A crystal that is stretched moves towards a collection of separate atoms. Atomic orbitals should then describe its electrons better, and fewer electrons should escape a description built from them. The table below tests this idea on cubic Ti₃Al, computed with the r2SCAN functional at volumes from strong compression to moderate stretching.

Cubic Ti₃Al (space group Fm-3m), computed with Ansatz 0.2.0 using the r2SCAN functional, scalar-relativistic PAW and collinear spin. The plane-wave cutoff is 500 eV, the k mesh 12×12×12 and the Gaussian smearing width 0.1 eV. Electrons outside these shells are given per four-atom cell, as 39 minus the sum of the Löwdin populations.

| volume (Å³/atom) | shortest distance (Å) | electrons outside these shells (e) |
| --- | --- | --- |
| 14.832 | 2.681 | 0.320 |
| 15.338 | 2.711 | 0.340 |
| 15.844 | 2.740 | 0.350 |
| 16.349 | 2.769 | 0.360 |
| 16.855 | 2.798 | 0.370 |
| 16.877 | 2.799 | 0.380 |
| 17.360 | 2.825 | 0.390 |
| 17.866 | 2.852 | 0.400 |
| 18.540 | 2.888 | ? |

The volume is given per atom, and the shortest distance is that between neighbouring atoms. The last column needs more care. The program projects the electrons onto a set of atomic orbitals: 3s, 3p, 3d and 4s on titanium, 3s and 3p on aluminium. Of the 39 electrons treated in a cell of three Ti and one Al, the electrons outside these shells are the part that no combination of these orbitals can reproduce. They have not left the crystal or any atom; they are what the description misses.

**From 14.832 to 16.349 Å³ per atom**

The first four rows are squeezed cells, the smallest under a pressure of about 18 GPa. As the squeeze is released, the uncaught count rises from 0.32 to 0.36 e per cell. The simple expectation has the wrong sign here.

The likely reason is that Ti₃Al is still a metal at all these volumes. Its conduction electrons do not withdraw to the atoms when the spacing grows by a few per cent; they go on filling the space in between. In a squeezed cell, a point between the atoms lies within reach of orbitals from several neighbours, and together these can follow the electron wave there. With more room, the same orbitals cover the gap less well.

A second cause pulls the same way. Compression raises the energy of the spread-out s and p electrons more than that of the compact d electrons, so in early transition metals it drives electrons into d states. Expansion sends them back. Some of the returning electrons should have Ti 4p character, and Ti 4p is not among the orbitals of the projection.

It is tempting to prove this second cause from the populations of the single shells. From the smallest volume to 17.866 Å³ per atom, Ti 3d does lose 0.41 e, while Ti 4s and the aluminium shells gain. But these populations are not literal charges. Orbitals on neighbouring atoms overlap, and before electrons are counted the overlap must be removed by mixing the orbitals slightly, which moves part of the count from one shell to another.

The smallest cell shows how large that effect is. The Ti 3s and 3p shells are chemically full, yet the projection finds them short by 0.46 e, more than the 0.32 e that are uncaught altogether. At least the difference must have been booked under other shells: the valence shells are credited with 15.13 electrons, although the cell has only 15 valence electrons. As the overlap shrinks on expansion, such misplaced counts move back, and the populations do not show how much of the fall in Ti 3d comes from this and how much is real. The total escapes this problem, because mixing the orbitals among themselves does not change what they can describe together.

For practical use, this means that a shift of some tenths of an electron between shells, seen when two different volumes are compared, should not be read as charge transfer.

**The pair at 16.855 and 16.877 Å³ per atom**

The first of these cells is relaxed, with almost no pressure left. The second is nearly the same size, yet the printed count steps from 0.37 to 0.38 e. Summing the shell populations with more digits reduces the step to 0.0008 e, so the jump is rounding.

The relaxed cell is the resting state of this cubic arrangement only. The stable form of Ti₃Al is hexagonal. No hexagonal cell was computed here, so the values in this table should not be carried over to the real alloy.

**From 16.877 to 17.866 Å³ per atom**

The cell is now under tension, and the count climbs on to 0.40 e. Over all the known rows it grows by 24 %, while the volume grows by 20 %. The two nearly keep pace. Averaged over the cell, the missed electrons therefore have a nearly constant density of about 0.0055 e per Å³, which changes by only 3 % from the smallest to the largest known volume. This is an average and does not show where in the cell they sit.

If the missed density were strictly constant, the count would be proportional to the volume, with a single constant to fit. Fitted to the eight known rows, this rule gives too much in the most squeezed cell and too little in the most stretched one. The missed density therefore drifts upwards a little. A straight line with a free intercept allows for that drift, at the price of a second constant that has no physical meaning of its own. The line stays within about 0.005 e of every known row, which is the size of the rounding.

**The withheld cell at 18.540 Å³ per atom**

The remaining cell is stretched further than any other. The line, fitted to the eight known rows and not to this one, gives

0.02575 × 18.540 − 0.05895 = 0.4185,

or 0.42 e. The rise is expected to continue, and an honest range is 0.41 to 0.43 e. The range covers rounding and also the strictly proportional rule, which gives 0.411 e.

The forecast assumes that the crystal stays in the same magnetic state. In the known rows the magnetic moment of the cell grows smoothly with the volume, with no sign of a switch. But the runs made only a light search for lower states, and r2SCAN tends to exaggerate magnetism in metals, so a different state cannot be excluded.

There is also a limit from the other side. Atoms pulled far apart must in the end be described almost completely by their own orbitals, so the rise has to turn into a fall somewhere. No turn is expected as early as this volume.

The withheld rows as computed:

| volume (Å³/atom) | shortest distance (Å) | electrons outside these shells (e) |
| --- | --- | --- |
| 18.540 | 2.888 | 0.420 |

The computed value is 0.42 e, as the line forecast. With the extra digits from the shell populations it is 0.415 e, so the line is in fact about 0.003 e too high. The test is modest, since the cell lies only a short way beyond the known ones and the expected rise was two units of the last printed digit. It is still enough to rule out a count that had levelled off at 0.40 e.

The proportional rule seems to do much worse, at 0.009 e below the printed value, but against the finer value it is only 0.004 e too low. The two rules thus miss by similar amounts, on opposite sides. The reason is that the average missed density, which drifted upwards through the known rows, is almost the same in the last cell as in the one before it. The line assumes that the drift goes on, and the proportional rule leaves it out altogether.

The hit supports the trend, not a particular cause. Poorer coverage of the gaps and the return of electrons from d to s and p states are both expected to grow with volume, and a series in which only the volume changes cannot separate them. The assumption of an unchanged magnetic state held up: the moment of the last cell, about 2.5 μB, continues the smooth growth seen in the known rows.

The known rows do hold a faint hint of the turn that must come. With the extra digits, the count rises by 0.026 e for each added Å³ per atom in the squeezed half of the known range, and by 0.025 e in the other half. On the step to the last cell the rise is only 0.023 e for each Å³ per atom, so the bending seems to continue, although the turn itself lies beyond this table. The printed analysis after this text gives both fits and the first two slopes.

What remains open is how much of the rise would vanish if Ti 4p orbitals were included. Repeating the projection at the same volumes with that shell would tell. If the count still grew with the volume, the missing shell could not be the whole reason. If it stayed nearly flat, the two causes would remain mixed, because 4p orbitals are spread out and would also cover the gaps between the atoms better.

The analysis program printed:

```
fit of electrons_outside_these_shells on 8 rows: constant -0.05895 +/- 0.022, coefficient of vol 0.02575 +/- 0.0013; rms 0.00315, worst 16.855 0.00508, leave-one-out rms 0.0042
  rows outside the fit (model, value, miss): 18.54 0.4185, 0.42, -0.00153
fit of electrons_outside_these_shells on 8 rows: coefficient of vol 0.02217 +/- 0.00011; rms 0.00467, worst 14.832 0.00885, leave-one-out rms 0.00532
  rows outside the fit (model, value, miss): 18.54 0.4111, 0.42, -0.00894
Uncaught electrons from summed populations at 14.832 (e per cell): 0.3224
Uncaught electrons from summed populations at 17.866 (e per cell): 0.3995
Rise of the uncaught count from 14.832 to 17.866 (e per cell): 0.0771
Rise of the uncaught count from 14.832 to 17.866 (percent): 23.91
Rise of the volume from 14.832 to 17.866 (percent): 20.46
Uncaught share of all 39 electrons at 17.866 (percent): 1.024
Mean uncaught density at 14.832 (e per cubic angstrom): 0.005434
Mean uncaught density at 17.866 (e per cubic angstrom): 0.00559
Unrounded step from 16.855 to 16.877 (e per cell): 0.0008
Slope from 14.832 to 16.349 (e per cell for each cubic angstrom per atom): 0.02604
Slope from 16.349 to 17.866 (e per cell for each cubic angstrom per atom): 0.02479
Later slope carried on to 18.540 (e per cell): 0.4162
Change of Ti 3d population from 14.832 to 17.866 (e per cell): -0.414
Change of Ti 3s and 3p population from 14.832 to 17.866 (e per cell): 0.1396
Change of Ti 4s population from 14.832 to 17.866 (e per cell): 0.0565
Change of Al 3s and 3p population from 14.832 to 17.866 (e per cell): 0.1408
Shortfall of the full Ti 3s and 3p shells at 14.832 (e per cell): 0.4556
Shortfall of the full Ti 3s and 3p shells at 17.866 (e per cell): 0.316
Population booked in the valence shells at 14.832 (e per cell, 15 exist): 15.13
Population booked in the valence shells at 17.866 (e per cell, 15 exist): 14.92
```
